# RAND equations and element potentials for an ideal gas mixture

## Statement

**Premises.** A closed system at fixed $T$ and $P$ holds $b_j>0$ mol of each element $j=1,\dots,M$, distributed over $S$ neutral gas species with amounts $n_i$, total $n=\sum_i n_i$ and mole fractions $x_i=n_i/n$. Species $i$ contains $a_{ji}\ge0$ atoms of element $j$ and at least one atom in all. The formula matrix $A=(a_{ji})$ has rank $M$. At least one composition with all $n_i>0$ satisfies the mass balance $A\mathbf n=\mathbf b$. The gas is an ideal mixture, so that with the standard molar Gibbs energies $g_i(T)$ at $P^\circ=1$ bar and $\gamma_i=g_i/RT$,

$$\frac{G}{RT}=\sum_i n_i\left[\gamma_i+\ln\frac{P}{P^\circ}+\ln\frac{n_i}{n}\right].\tag{1}$$

**Results.** Write $y_i=\mu_i/RT$.

(A) $G$ has exactly one minimum on the mass-balance set, all $n_i$ are positive there, and there is exactly one set of dimensionless element potentials $\pi_j$ with

$$x_i=\frac{P^\circ}{P}\exp\Big(\sum_j a_{ji}\pi_j-\gamma_i\Big).\tag{2}$$

(B) From any estimate with all $n_i>0$, the Newton correction is

$$\delta n_i=n_i\Big(\sum_j a_{ji}\pi_j+u-y_i\Big),\qquad u=\frac{\delta n}{n},\tag{3}$$

where $\pi_1,\dots,\pi_M,u$ solve the $M+1$ linear RAND equations

$$\sum_k r_{jk}\pi_k+\beta_j u=\sum_i a_{ji}n_iy_i+b_j-\beta_j,\qquad \sum_k\beta_k\pi_k=\sum_i n_iy_i,\tag{4}$$

with $r_{jk}=\sum_i a_{ji}a_{ki}n_i$ and $\beta_j=\sum_i a_{ji}n_i$. The size of (4) does not depend on $S$, and its matrix is never singular.

(C) Each pure condensed phase that is present adds one unknown and one equation.

The method is due to White, Johnson and Dantzig (1958), who worked at the RAND Corporation.

## Proof

### 1. Chemical potentials and curvature

Differentiate (1) at fixed $T$, $P$ and other amounts. The bracket itself appears once, and differentiating the logarithms gives $n_i/n_i-\sum_k n_k/n=0$. Hence

$$y_i=\gamma_i+\ln\frac{P}{P^\circ}+\ln n_i-\ln n,\qquad H_{ik}=\frac{\partial y_i}{\partial n_k}=\frac{\delta_{ik}}{n_i}-\frac1n .\tag{5}$$

For any vector $\mathbf v$ with $V=\sum_i v_i$,

$$\mathbf v^{T}H\mathbf v=\sum_i\frac{v_i^2}{n_i}-\frac{V^2}{n}=\sum_i n_i\Big(\frac{v_i}{n_i}-\frac{V}{n}\Big)^2\ge0,\tag{6}$$

as expanding the square shows, since its last two terms are $-2V^2/n+V^2/n$. So $G$ is convex, but not strictly: (6) vanishes for $\mathbf v=\lambda\mathbf n$, a change of size at fixed composition, along which $G$ is linear. The mass balance removes this direction. An allowed change has $A\mathbf v=0$, and $\mathbf v=\lambda\mathbf n$ then gives $\lambda\mathbf b=0$, so $\lambda=0$. On the mass-balance set the curvature is strictly positive, and uniqueness rests on this strictness.

### 2. Existence, positivity, uniqueness

*Existence.* Every species contains some element $j$, so $0\le n_i\le b_j/a_{ji}$, and the set $\{\mathbf n\ge0,\ A\mathbf n=\mathbf b\}$ is closed, bounded and convex. On it $n>0$, and $G$ is continuous with $n_i\ln n_i\to0$ at $n_i=0$. A minimum therefore exists.

*Positivity.* Suppose a minimiser $\mathbf n^*$ has $n_i^*=0$ for $i$ in a set $Z$. Move towards a strictly positive feasible point $\mathbf n^+$ along $\mathbf n^*+t(\mathbf n^+-\mathbf n^*)$. The terms $n_i\ln n_i$ with $i\in Z$ become $tn_i^+\ln(tn_i^+)$, and all other terms are differentiable at $t=0$. The change of $G/RT$ is $t\ln t\sum_Z n_i^++O(t)$, which is negative for small $t$. This contradicts minimality.

*Uniqueness.* At an interior minimiser the derivative of $G$ along every allowed direction vanishes. Take two distinct interior points with this property. The segment between them is feasible and interior, $d^2G/dt^2>0$ along it by step 1, and so $dG/dt$ cannot vanish at both ends. There is thus one interior stationary point, and it is the minimiser.

### 3. Element potentials

Stationarity means $\mathbf y\cdot\mathbf v=0$ for all $\mathbf v$ with $A\mathbf v=0$. The orthogonal complement of the null space of $A$ is its row space, so

$$y_i=\sum_j a_{ji}\pi_j ,\tag{7}$$

and the $\pi_j$ are unique because the rows of $A$ are independent. Inserting (5) and exponentiating gives (2), which completes (A). Equivalently $p_i=x_iP=P^\circ\exp(\sum_j a_{ji}\pi_j-\gamma_i)$. Four consequences follow.

- Equations (1) and (5) give $G/RT=\sum_i n_iy_i$, so at equilibrium $G/RT=\sum_j b_j\pi_j$.
- If $\mathbf b$ changes, the minimum changes by $\mathbf y\cdot d\mathbf n=\boldsymbol\pi\cdot A\,d\mathbf n=\boldsymbol\pi\cdot d\mathbf b$. So $RT\pi_j=\partial G/\partial b_j$ is the chemical potential per mole of atoms $j$.
- A reaction has coefficients $\nu_i$ with $A\boldsymbol\nu=0$, so (7) gives $\sum_i\nu_iy_i=0$. Every mass-action law is contained in (2).
- A change of reference states, $\gamma_i\to\gamma_i+\sum_j a_{ji}c_j$, shifts $\pi_j$ by $c_j$ and leaves all $x_i$ unchanged.

With (2), the equilibrium is fixed by $M+1$ nonlinear equations in $\boldsymbol\pi$ and $n$: $n\sum_i a_{ji}x_i=b_j$ and $\sum_i x_i=1$.

### 4. Linearisation

The equilibrium conditions are (7) and $A\mathbf n=\mathbf b$. Let $\mathbf n>0$ be an estimate that need not satisfy the balance. To first order (5) gives $y_i(\mathbf n+\delta\mathbf n)=y_i+\delta n_i/n_i-\delta n/n$, with $\delta n=\sum_i\delta n_i$. Newton's method requires

$$y_i+\frac{\delta n_i}{n_i}-u=\sum_j a_{ji}\pi_j,\qquad \sum_i a_{ji}\,\delta n_i=b_j-\beta_j,\qquad \sum_i\delta n_i=nu.\tag{8}$$

The conditions are linear in $\boldsymbol\pi$, so no earlier estimate of $\boldsymbol\pi$ enters. $H$ is singular, since $H\mathbf n=0$, and cannot be inverted. Treating $u$ as a separate unknown leaves only the diagonal part $1/n_i$, and the first relation in (8) is then solved species by species. This is (3).

Insert (3) into the second relation of (8):

$$\sum_k\Big(\sum_i a_{ji}a_{ki}n_i\Big)\pi_k+u\sum_i a_{ji}n_i-\sum_i a_{ji}n_iy_i=b_j-\beta_j ,$$

which is the first part of (4). Insert (3) into the third relation:

$$\sum_k\Big(\sum_i a_{ki}n_i\Big)\pi_k+nu-\sum_i n_iy_i=nu .$$

The terms $nu$ cancel, which gives the last equation of (4) with a zero coefficient of $u$. The species index survives only inside sums.

### 5. Solvability and convergence

The matrix of (4) is symmetric, with blocks $\mathsf r=A\,\mathrm{diag}(n_i)A^T$, $\boldsymbol\beta$, $\boldsymbol\beta^T$ and 0. For $\mathbf w\ne0$, $\mathbf w^T\mathsf r\,\mathbf w=\sum_i n_i(A^T\mathbf w)_i^2>0$ because $A$ has full row rank, so $\mathsf r$ is positive definite. Eliminating $\boldsymbol\pi$ gives the determinant $-\det\mathsf r\;\boldsymbol\beta^T\mathsf r^{-1}\boldsymbol\beta<0$, as $\boldsymbol\beta\neq0$. The matrix is nonsingular and indefinite, which completes (B).

*Fixed point.* If all $\delta n_i=0$, then (8) gives $u=0$, $\boldsymbol\beta=\mathbf b$ and (7), which is the equilibrium. Conversely, at the equilibrium $u=0$ with the $\pi_j$ of (7) solves (4), and this solution is the only one.

*Descent.* For a feasible estimate $A\,\delta\mathbf n=0$. The first relation of (8) reads $\mathbf y+H\delta\mathbf n=A^T\boldsymbol\pi$, and multiplication by $\delta\mathbf n$ gives $\mathbf y\cdot\delta\mathbf n=-\delta\mathbf n^TH\,\delta\mathbf n<0$ unless $\delta\mathbf n=0$. A step $\lambda\,\delta\mathbf n$ with small enough $\lambda>0$ keeps all amounts positive, keeps the balance and lowers $G$.

*Rate.* The system (8) has a unique solution, so the Jacobian of the equilibrium conditions is nonsingular. The functions are smooth for $\mathbf n>0$, and full steps converge quadratically near the solution.

*Trace species.* Let $\Delta_i=\delta n_i/n_i$. A full step fails if $\Delta_i\le-1$. For a species too scarce to affect the sums in (4), the update $n_i\to n_ie^{\Delta_i}$ is better. By (3) and (5) it equals $ne^{u}(P^\circ/P)\exp(\sum_j a_{ji}\pi_j-\gamma_i)$, which is (2) at the current potentials. It is positive, agrees with (3) to first order, and any imbalance it creates is removed by the term $b_j-\beta_j$ in the next step.

### 6. Pure condensed phases

A stoichiometric phase $c$ adds $n_c\gamma_c$ to (1) and $a_{jc}n_c$ to the balance. Its potential does not depend on any amount, so $G$ stays convex. If $n_c>0$, the argument of step 3 applies with $y_c=\gamma_c$. If $n_c=0$, forming $dn_c>0$ from the gas changes $G/RT$ by $(\gamma_c-\sum_j a_{jc}\pi_j)\,dn_c$, which must not be negative. Thus

$$\sum_j a_{jc}\pi_j\le\gamma_c,\quad\text{with equality for phases present}.\tag{9}$$

For $C$ phases present, the first part of (4) gains $\sum_c a_{jc}\delta n_c$ on the left and $-\sum_c a_{jc}n_c$ on the right, the last equation of (4) is unchanged, and the $C$ equalities (9) are appended. The matrix has blocks $\mathsf r$, $B$, $B^T$, 0 with $B=(\boldsymbol\beta,\mathbf a_1,\dots,\mathbf a_C)$. Its determinant is $(-1)^{C+1}\det\mathsf r\,\det(B^T\mathsf r^{-1}B)$, which is nonzero exactly when the columns of $B$ are independent. This requires $C+1\le M$, the phase rule at fixed $T$ and $P$. The same condition controls uniqueness. Between two minimisers with gas present $G$ is constant, so by (6) the gas changes by $\lambda\mathbf n$, and the balance demands $\lambda\boldsymbol\beta+\sum_c\mathbf a_c\,\Delta n_c=0$. Independent columns force $\lambda=0$ and $\Delta n_c=0$.

## Range of validity

- The gas must be ideal. Fugacity coefficients that depend on composition add non-diagonal terms to $H$, and the species-by-species solution (3) is lost. For non-ideal solution phases $G$ can be non-convex, and stationary points need not be unique.
- If rank $A<M$, redundant rows must be dropped. Otherwise $\mathsf r$ is singular and the $\pi_j$ are not unique, although the $n_i$ are.
- If no strictly positive feasible point exists, some species are forced to zero by the balance and must be removed.
- Ions add a charge row with entries of both signs and $b=0$. Equations (2) to (4) keep their form.
- With condensed phases, the phase set is found by testing (9), and amounts are not unique where the columns of $B$ are dependent.
- The result is the equilibrium of the listed species only. Equation (2) estimates any omitted species from the converged $\pi_j$.
- The system is closed and fully equilibrated. Rates and transport do not enter.

## Illustration: Si–O vapour above SiO$_2$ at 1900 K

**Inputs.** The reference states are liquid Si (silicon melts near 1690 K) and O$_2$ at 1 bar, so $g_i$ is the Gibbs energy of formation at 1900 K, $\pi_{\rm Si}=\ln a_{\rm Si(l)}$ and $\pi_{\rm O}=\tfrac12\ln(p_{\rm O_2}/P^\circ)$. The values below are approximate and typical of thermochemical tables, and all results are those of this model. $RT=15.797$ kJ/mol. Extra digits are carried only to display convergence, and they come from unrounded $\gamma_i$.

| species | $g_i$ (kJ/mol) | $\gamma_i$ |
|---|---|---|
| SiO(g) | −254 | −16.0785 |
| O$_2$(g) | 0 | 0 |
| Si(g) | +180 | 11.3942 |
| SiO$_2$ (cristobalite) | −570 | −36.0817 |
| O(g), added later | +128 | 8.1026 |
| SiO$_2$(g), added later | −310 | −19.6234 |

The pressure term of the solid, with a molar volume of about 27 cm$^3$/mol, is $1.7\times10^{-4}\,RT$ per bar and is dropped.

**Equations.** Number the gas species 1 = SiO, 2 = O$_2$, 3 = Si, and the rows Si, O. Then $r_{11}=\beta_1=n_1+n_3$, $r_{12}=n_1$, $r_{22}=n_1+4n_2$, $\beta_2=n_1+2n_2$ and $\mathbf a_c=(1,2)^T$. Since $B$ is square, the determinant of the $4\times4$ matrix is $(\det B)^2=(2n_2-n_1-2n_3)^2$.

Take $P=10^{-5}$ bar (1 Pa), so $\ln(P/P^\circ)=-11.5129$, with $b_{\rm Si}=1$ mol and $b_{\rm O}=2.5$ mol. Start from $n_1=0.010$, $n_2=0.255$, $n_3=10^{-9}$ and $n_c=0.990$ mol, which gives $n=0.265$ mol and $\mathbf y=(-30.8686,\,-11.5514,\,-19.5139)$. The first system is

$$\begin{pmatrix}0.010&0.010&0.010&1\\0.010&1.030&0.520&2\\0.010&0.520&0&0\\1&2&0&0\end{pmatrix}\begin{pmatrix}\pi_{\rm Si}\\ \pi_{\rm O}\\u\\ \delta n_c\end{pmatrix}=\begin{pmatrix}-0.3087\\-6.1999\\-3.2543\\-36.0817\end{pmatrix},$$

with determinant 0.25. It gives $\delta n_c=-0.006083$ mol and the first row below. For Si, $\Delta_3=-4.96$, so the linear step would make $n_3$ negative, and the exponential update is used for this species. Amounts are in mol after each step.

| step | $\pi_{\rm Si}$ | $\pi_{\rm O}$ | $u$ | $n_{\rm SiO}$ | $n_{\rm O_2}$ | $10^{12}n_{\rm Si}$ | $n_c$ |
|---|---|---|---|---|---|---|---|
| 1 | −24.5078 | −5.7869 | 0.03443 | 0.016083 | 0.258041 | 7.02 | 0.983917 |
| 2 | −24.4998 | −5.7909 | 0.01317 | 0.018490 | 0.259245 | 7.16 | 0.981510 |
| 3 | −24.4991 | −5.7913 | 0.00116 | 0.018705 | 0.259352 | 7.18 | 0.981295 |
| limit | −24.4991 | −5.7913 | 0 | 0.018706 | 0.259353 | 7.18 | 0.981294 |

The distance of $n_{\rm SiO}$ from its limit falls as $8.7\times10^{-3}$, $2.6\times10^{-3}$, $2.2\times10^{-4}$, $1.4\times10^{-6}$ mol, which is quadratic convergence. At the limit $x_{\rm SiO}=0.0673$, $x_{\rm O_2}=0.9327$, $x_{\rm Si}=2.6\times10^{-11}$ and $G/RT=\sum_j b_j\pi_j=-38.977$ mol. Liquid Si has $\gamma=0$, and $\pi_{\rm Si}<0$ satisfies (9), so it is absent.

**Two roots, one equilibrium.** On the line $\pi_{\rm Si}=\gamma_c-2\pi_{\rm O}$ the total pressure from (2) is

$$\frac{P}{P^\circ}=Ke^{-\pi_{\rm O}}+e^{2\pi_{\rm O}}+e^{\gamma_c-\gamma_3-2\pi_{\rm O}},\qquad K=e^{\gamma_c-\gamma_1}=2.05\times10^{-9},\tag{10}$$

where $K$ belongs to SiO$_2\to$ SiO $+\tfrac12$O$_2$. A sum of exponentials of this kind is strictly convex in $\pi_{\rm O}$ and diverges at both ends, so (10) has two roots above its minimum and none below. At $10^{-5}$ bar the second root is $\pi_{\rm O}=-8.486$, $\pi_{\rm Si}=-19.11$, with $x_{\rm O_2}=0.00426$. It does not violate uniqueness. The balance gives $b_{\rm O}-2b_{\rm Si}=n(2x_2-x_1-2x_3)$, and $n>0$ selects the oxygen-rich root for $b_{\rm O}>2b_{\rm Si}$ and the SiO-rich root for $b_{\rm O}<2b_{\rm Si}$. The SiO-rich branch ends where $\pi_{\rm Si}=0$ and liquid Si appears, at $p_{\rm SiO}=P^\circ e^{\gamma_c/2-\gamma_1}=0.14$ bar.

**Congruent point.** The minimum of (10) has $dP/d\pi_{\rm O}=2p_{\rm O_2}-p_{\rm SiO}-2p_{\rm Si}=0$. There the vapour has the composition of the solid, $\det B=0$ and the RAND matrix is singular: for $b_{\rm O}=2b_{\rm Si}$ the amount evaporated is not fixed by $T$ and $P$. With Si negligible, $p_{\rm SiO}=(\sqrt2K)^{2/3}P^\circ=2.0\times10^{-6}$ bar, $p_{\rm O_2}=1.0\times10^{-6}$ bar and $P=3.1\times10^{-6}$ bar. This is congruence in a closed volume. In effusion the fluxes scale as $p_i/\sqrt{M_i}$, and with molar masses 32.00 and 44.08 g/mol the ratio $p_{\rm O_2}/p_{\rm SiO}$ is 0.43 in place of 1/2.

**Omitted species.** Equation (2) with the converged $\pi_{\rm O}$ of the table gives $x_{\rm O}\approx0.092$, which exceeds $x_{\rm SiO}$. At the congruent point it gives $p_{\rm O}/p_{\rm O_2}=0.30$. Atomic oxygen therefore cannot be neglected, whereas Si(g) can. Adding O and SiO$_2$(g) adds terms to the sums and leaves the matrix $4\times4$. Equation (10) gains $e^{\pi_{\rm O}-\gamma_{\rm O}}$ and the constant $e^{\gamma_c-\gamma_{\rm SiO_2(g)}}$. At $10^{-5}$ bar the oxygen-rich vapour becomes $x_{\rm O_2}=0.83$, $x_{\rm O}=0.087$, $x_{\rm SiO}=0.071$, $x_{\rm SiO_2}=0.007$. The congruence condition becomes $p_{\rm SiO}=2p_{\rm O_2}+p_{\rm O}$, and the model gives $p_{\rm SiO}=2.1$, $p_{\rm O_2}=0.92$, $p_{\rm O}=0.29$, $p_{\rm SiO_2}=0.07$ and $P=3.4$, all in $10^{-6}$ bar, a total 12 per cent above the three-species value. The inputs limit these numbers more than the species list does: a shift of 5 kJ/mol in $g_c-g_1$ changes $K$ by a factor 1.37 and the three-species congruent pressures by a factor 1.23.